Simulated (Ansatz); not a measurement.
# FePt: the change of energy less free atoms and pressure with volume scale

Results calculated with Ansatz 0.2.0, not measured. Periodic Kohn-Sham DFT of a crystal at fixed atoms, scaled to volume_scale times the given cell; pressure positive in compression, energy less spherical unpolarised free atoms, largest_vzz the field gradient of largest size among the nuclei.

The cell before it is scaled or strained (space group P4/mmm, No. 123):
```
cell vectors (Å)
   2.7217     0.0000     0.0000
   0.0000     2.7217     0.0000
   0.0000     0.0000     3.7000
atoms (fractions of the cell vectors)
Fe  0.50000  0.50000  0.50000
Pt  0.00000  0.00000  0.00000
```

Settings of every row: method all-electron LAPW; functional PBE; relativity scalar; k mesh 12x12x9; filling fermi-dirac; smearing width 0.05 eV; basis error target 1 meV/atom; nucleus gaussian.

Atom:
| element | start moment (bohr magneton) |
| --- | --- |
| Fe | 3 |
| Pt | 0 |

Limits: no spin-orbit coupling on heavy atoms; with one magnetic atom in the cell only parallel moments are possible.

| row | volume scale | V (Å³/atom) | energy less free atoms (eV/atom) | pressure (GPa) | cell moment (bohr magneton) |
| --- | --- | --- | --- | --- | --- |
| 1 | 0.9405 | 12.889 | -7.7647 | 21.188 | 3.176 |
| 2 | 0.98 | 13.43 | -7.8165 | 9.899 | 3.254 |
| 3 | 1 | 13.704 | -7.8293 | 5.093 | 3.29 |
| 4 | 1.02 | 13.978 | -7.8342 | 0.799 | 3.322 |
| 5 | 1.06 | 14.526 | ? | ? | ? |

Question: what energy less free atoms and pressure should row 5 give?

Worked fit of energy less free atoms. Take u = (V_r/V)^(2/3) − 1 with V_r = 13.567 Å³ an atom, which is twice the finite (Eulerian) strain; such expansions in the strain, on which the Birch-Murnaghan equation of state is built, carry the rest volume and the bulk modulus. The shown rows have u = 0.03477, 0.00679, -0.00668, -0.0197. Least squares give energy less free atoms = −7.82394 + 0.9486 × u + 21.716 × u² eV/atom; a straight line predicts inner rows, each left out in turn, worse (root mean square 0.0099 against 1.2e-05 eV/atom). All shown rows lie on it to the printed digit. The withheld row has u = -0.04451, so the fit gives −7.82394 + 0.9486 × (-0.04451) + 21.716 × (-0.04451)² = -7.8231 eV/atom.

The calculation gave -7.8241 eV/atom. The fit lies 0.0010 eV/atom (1.4 % of the column's range) above it; its largest miss of a shown row is 0.0000 eV/atom. This row lies beyond the range of the fit.

Worked fit of pressure. Take u = (V_r/V)^(2/3) − 1 with V_r = 13.567 Å³ an atom, which is twice the finite (Eulerian) strain; such expansions in the strain, on which the Birch-Murnaghan equation of state is built, carry the rest volume and the bulk modulus. The shown rows have u = 0.03477, 0.00679, -0.00668, -0.0197. Least squares give pressure = 7.4256 + 357.755 × u + 1093.77 × u² GPa; a straight line predicts inner rows, each left out in turn, worse (root mean square 0.5 against 0.017 GPa). The rows lie off it by 0.001, -0.006, 0.008, -0.003 (root mean square 0.0052 GPa). The withheld row has u = -0.04451, so the fit gives 7.4256 + 357.755 × (-0.04451) + 1093.77 × (-0.04451)² = -6.331 GPa.

The calculation gave -6.423 GPa. The fit lies 0.092 GPa (1.4 % of the value, 0.33 % of the column's range) above it; its largest miss of a shown row is 0.008 GPa. This row lies beyond the range of the fit.

The other values of row 5: cell moment 3.381 bohr magneton.
